**Question**

The table gives PBE0 results for five homonuclear dimers. Here $r_e$ is the bond length, $\omega_e$ the harmonic wavenumber, $k$ the force constant (the curvature of the energy at $r_e$), $D_e$ the well depth and $\mu$ the reduced mass. ECP marks a scalar-relativistic core potential.

PySCF 2.14.0, unrestricted PBE0/def2-SVP with fixed orbital occupation and no spin-orbit coupling, for singlet homonuclear dimers of groups 1 and 2; Rb and Cs carry core potentials. Constants come from Dunham fits to the bond curves for the main isotopes. D_e is taken to high-spin ground-configuration atoms, without counterpoise correction.

| molecule | Z of the varied atom | valence electrons | relativity | r_e (Å) | ω_e (cm⁻¹) | force constant (mdyn/Å) | D_e (eV) | Mayer bond order | reduced mass (u) |
| --- | --- | --- | --- | --- | --- | --- | --- | --- | --- |
| Be2 | 4 | 4 | non-relativistic | 2.519 | 310 | 0.26 | 0.30 | 0.67 | 4.5 |
| K2 | 19 | 2 | non-relativistic | 4.023 | 91 | 0.10 | 0.52 | 1.01 | 19.5 |
| Ca2 | 20 | 4 | non-relativistic | 4.218 | 82 | 0.08 | 0.22 | 0.38 | 20.0 |
| Rb2 | 37 | 2 | ECP | 4.304 | 56 | 0.08 | 0.45 | 1.00 | 42.5 |
| Cs2 | 55 | 2 | ECP | 4.769 | 40 | 0.06 | 0.40 | 1.00 | 66.5 |

(a) How much of the fall of $\omega_e$ is due to mass?

(b) Three explanations of $k$ are proposed: it follows the bond order, it follows the well depth, or it follows the bond length alone. Derive what each predicts from a scaling argument, and test them.

(c) Explain by limiting cases why the losing explanations fail, and say how far the winning one can be trusted.

**Model answer**

*(a)* Since $\omega_e \propto \sqrt{k/\mu}$, the effects of mass and stiffness add in the logarithm. From K2 to Cs2 $\omega_e$ falls by 56 %; mass alone would lower it by 46 % and the softer bond alone by 18 %, so mass carries three quarters of the logarithmic change. The opposite limit is K2 to Ca2, where the masses nearly agree and mass carries only 12 % of a much smaller change. The relation is built into the way $\omega_e$ is obtained, so this split tests nothing, and the chemistry lies in $k$.

*(b)* Suppose all bond curves share one shape $f$, stretched by an energy scale $\varepsilon$ and a length scale $L$ proportional to $r_e$:

$$E(r)=\varepsilon f(r/L)\quad\Rightarrow\quad k=\frac{\varepsilon f''}{L^2},\qquad k\,r_e^2\propto\varepsilon .$$

The three explanations differ in the choice of $\varepsilon$. It may be proportional to the Mayer order, or equal to $D_e$, or depend on nothing but size. In the last case a constant $\varepsilon$ gives $k\propto r_e^{-2}$ and a Coulomb scale $\varepsilon\propto 1/L$ gives $k\propto r_e^{-3}$.

An estimate without fitting takes K2 as the standard and predicts Ca2, which does not enter the calibration. K2 has $k r_e^2=1.55$ aJ (1 mdyn Å = 1 aJ), and the calculation gives $k=0.0789$ mdyn/Å for Ca2 before rounding. The three predictions, in mdyn/Å, are:

$$\text{length: } \frac{1.55}{4.218^2}=0.0871,\qquad \text{order: } 0.0871\cdot\frac{0.38}{1.01}=0.0328,\qquad \text{depth: } 0.0871\cdot\frac{0.22}{0.52}=0.0369 .$$

Relative to the calculated value, length alone is 10 % too high, while order and depth are 58 % and 53 % too low. Ca2 is far stiffer than its bond order or its depth suggests. The comparison with Rb2 says the same without any model: at nearly equal length the two force constants agree to 1 %, although Ca2 has half the depth and well under half the Mayer order.

To treat the three alike, $k=C\,X\,r_e^{-n}$ was fitted to all five rows with $X=1$, the Mayer order or $D_e$, using the unrounded $k$; the output printed below lists the errors row by row. Length alone leaves an rms error of 2.9 % of the calculated $k$, against 29 % for order and 25 % for depth, and Ca2 is the worst row each time. The exponent for length alone, 2.19, lies between the two limits and near the constant-$\varepsilon$ one.

A harder test fits only K2, Rb2 and Cs2 and leaves out Be2 and Ca2, whose orbital occupation differs. It gives $n=2.31$ and overestimates $k$ of Be2 by 8.9 % and of Ca2 by 6.9 %. For these five PBE0 curves the numbers thus reject order and depth as common measures of stiffness and leave length as a good description. They do not test it across the whole of both groups: Li2, Na2, Mg2, Sr2 and Ba2 are absent, because the run was not made or the fits disagreed, and a selection made partly by fit quality may favour a smooth rule. Whether the real dimers follow it as well is taken up in the remarks.

*(c)* The bond order is the tempting answer, and a basis of one s function per atom shows why it fails. Let $S$ be the overlap, $\mathbf P$ the density matrix and $\mathbf S$ the overlap matrix; the Mayer order is $(\mathbf{PS})_{AB}(\mathbf{PS})_{BA}$. For an alkali dimer, $\sigma_g^2$, every element of $\mathbf P$ is $1/(1+S)$, so $(\mathbf{PS})_{AB}=1$ and the order is 1 at any overlap. The index counts a shared pair and is blind to how strongly the pair binds.

The calculated curves show this limit. Stretched to 7.39 Å, Cs2 keeps a Mayer order of 1.00 while its energy lies 0.081 eV above the separated atoms. K2 and Cs2 stay spin-restricted at their stretched ends, where both lie above the separated atoms, so a lower solution with broken spin symmetry is expected; Rb2 breaks spin symmetry on the stretched side, and its order then drops. Near $r_e$ the three are closed shells, and from K2 to Cs2 the order stays at one while $k$ falls by 33 %.

For Be2 and Ca2 the occupation is $\sigma_g^2\sigma_u^2$. In the pure s limit $\mathbf{PS}$ is twice the unit matrix, the order is zero, and two filled shells repel. A non-zero order therefore arises from functions beyond the valence s, and the standard reading is that p (for Ca also d) admixture bends $\sigma_u$ away from the bond region and weakens its antibonding. The order then measures this mixing, which theory ties to the attraction more than to the repulsive wall. It does track the depth loosely: $D_e$ divided by the order stays between 0.40 and 0.57 eV in all rows.

Depth fails because the assumption of a common shape is false. The ratio $\Delta=k r_e^2/2D_e$ would be one constant for a common shape, but it runs from 9.3 to 11.4 for the alkali dimers and is 16.9 and 20.1 for Be2 and Ca2. Group 2 wells are shallow and, relative to the bond length, narrow. Theory argues the cause: a weak attraction is cut off by the steep Pauli repulsion of closed s shells, whereas the alkali pair binds over a wide range of distance.

Independent evidence for two shapes comes from the cubic Dunham coefficient $a_1$, defined by $E\propto\xi^2(1+a_1\xi+\dots)$ with $\xi=(r-r_e)/r_e$, which is read at the minimum without use of $D_e$. It is about $-3.8$ for both group 2 dimers and about half that size for the alkalis. A Morse curve would have $\Delta=a_1^2$. This holds within 15 % and 36 % of $a_1^2$ for Be2 and Ca2, but the alkali $\Delta$ is about three times $a_1^2$. So $a_1$ confirms the direction of the shape difference and not its size.

Within the alkalis the physics is that of a valence s pair growing more diffuse. From K2 to Cs2 the bond lengthens by 18.5 % and the highest occupied level becomes 11 % shallower, consistent with that picture without proving it. The product $k r_e^2$ slips only from 1.55 to 1.46 aJ, so most of the softening is the geometric factor $1/L^2$. From K2 to Cs2 the bond thus becomes longer and softens somewhat faster than the inverse square of its length, while $\omega_e$ falls mainly through mass.

**Remarks on the reasoning**

A good fit is not a cause. Since $k r_e^2=2D_e\Delta$, the length rule spans both groups because the smaller depth of group 2 is offset by its larger $\Delta$. Nothing here shows that this offset is necessary, and it may be a coincidence; that is a guess either way. With five rows, Be2 as a distant lever point and $C$ trading against $n$, neither constant deserves a physical meaning.

The single power law is weakest between close neighbours. The local exponent is 4.05 from K2 to Ca2, which shows a remaining group difference. It is 2.94 from K2 to Rb2 and 1.96 from Rb2 to Cs2, but the first of these steps also passes from a non-relativistic all-electron treatment to a core potential, so element and Hamiltonian are not separated. Spin-orbit coupling is left out for Cs2, where $^2S$ atoms and a closed-shell $\Sigma$ dimer have no first-order spin-orbit energy.

The group 2 rows are the least secure, and the verdict leans on them. PBE0 is known to overbind these dimers, whose measured depths are roughly 0.1 eV each (a rough recalled size), and the small basis carries an uncorrected superposition error that matters most in weak wells. A shallower true well would shift $r_e$ and $k$ too. The measured vibration of Ca2 is known to be clearly slower than the calculated one at a similar bond length, so its true $k$ is smaller and the length rule is expected to overestimate it by much more than it does here. The agreement of Be2 and Ca2 with the alkali line, and the loose link of depth to Mayer order, are therefore established for this level of theory only.

Printed output of the fit:

```
Rounding of printed k, +-%: Be2 1.9  K2 5.0  Ca2 6.2  Rb2 6.2  Cs2 8.3
Rounding of Mayer order, +-%: Be2 0.7  K2 0.5  Ca2 1.3  Rb2 0.5  Cs2 0.5 ; of Be2 D_e 1.7
Change of omega_e in %: table / mass only / k only / both; mass share of the log change
 Be2 to Cs2: -87.1 / -74.0 / -49.9 / -87.0; share 66 %
 K2 to Cs2: -56.0 / -45.8 / -18.1 / -55.6; share 75 %
 K2 to Ca2: -9.9 / -1.3 / -9.1 / -10.3; share 12 %
Fits k = C X r^-n on all five rows (error = model/calculated - 1, in %)
 X = 1: n = 2.19, C = 1.93, rms 2.9 %, worst Ca2
   errors: Be2 +0.1  K2 -4.1  Ca2 +4.8  Rb2 +0.9  Cs2 -1.5
 X = Mayer: n = 2.56, C = 4.18, rms 29.1 %, worst Ca2
   errors: Be2 +3.2  K2 +25.4  Ca2 -49.4  Rb2 +27.4  Cs2 +19.8
 X = D_e: n = 2.57, C = 8.94, rms 25.4 %, worst Ca2
   errors: Be2 -1.8  K2 +36.3  Ca2 -38.6  Rb2 +20.4  Cs2 +1.1
Free Mayer power (3 parameters): n = 2.21, power 0.07, rms 1.5 %
Fit on K2, Rb2, Cs2 only: n = 2.31; errors %: Be2 +8.9  K2 -1.6  Ca2 +6.9  Rb2 +2.7  Cs2 -1.0
 local exponent n, K2 to Rb2: 2.94
 local exponent n, Rb2 to Cs2: 1.96
 local exponent n, Be2 to Ca2: 2.28
 local exponent n, K2 to Ca2: 4.05
k r^2 in aJ: Be2 1.62  K2 1.55  Ca2 1.40  Rb2 1.45  Cs2 1.46 ; max/min 1.15
Badger offset d in A, k = 1.9/(r-d)^3: Be2 0.57  K2 1.31  Ca2 1.33  Rb2 1.41  Cs2 1.67
 Ca2 k from the K2 offset: error -1.7 %
Delta = k r^2 / 2D_e: Be2 16.9  K2 9.3  Ca2 20.1  Rb2 10.2  Cs2 11.4
a1^2 (Morse value of Delta): Be2 14.7  K2 3.2  Ca2 14.8  Rb2 3.5  Cs2 3.8
Delta / a1^2 (1 for Morse): Be2 1.15  K2 2.93  Ca2 1.36  Rb2 2.94  Cs2 3.01
D_e / Mayer in eV: Be2 0.45  K2 0.51  Ca2 0.57  Rb2 0.45  Cs2 0.40 ; max/min 1.43
K2 to Cs2 in %: r +18.5, k -32.9, D_e -23.0, Mayer -1.0, |HOMO| -11.0
Alkali D_e goes as r^-m with m = 1.50
Ca2/Rb2 ratios: r 0.98, k 1.01, D_e 0.49, Mayer 0.38
Be2/K2 ratios: r 0.63, k 2.67, D_e 0.58, Mayer 0.66
K2 at 6.23 A: energy minus atoms +0.018 eV, Mayer 1.00
Cs2 at 7.39 A: energy minus atoms +0.081 eV, Mayer 1.00
Ca2 at 6.58 A: energy minus atoms -0.021 eV, Mayer 0.02
```
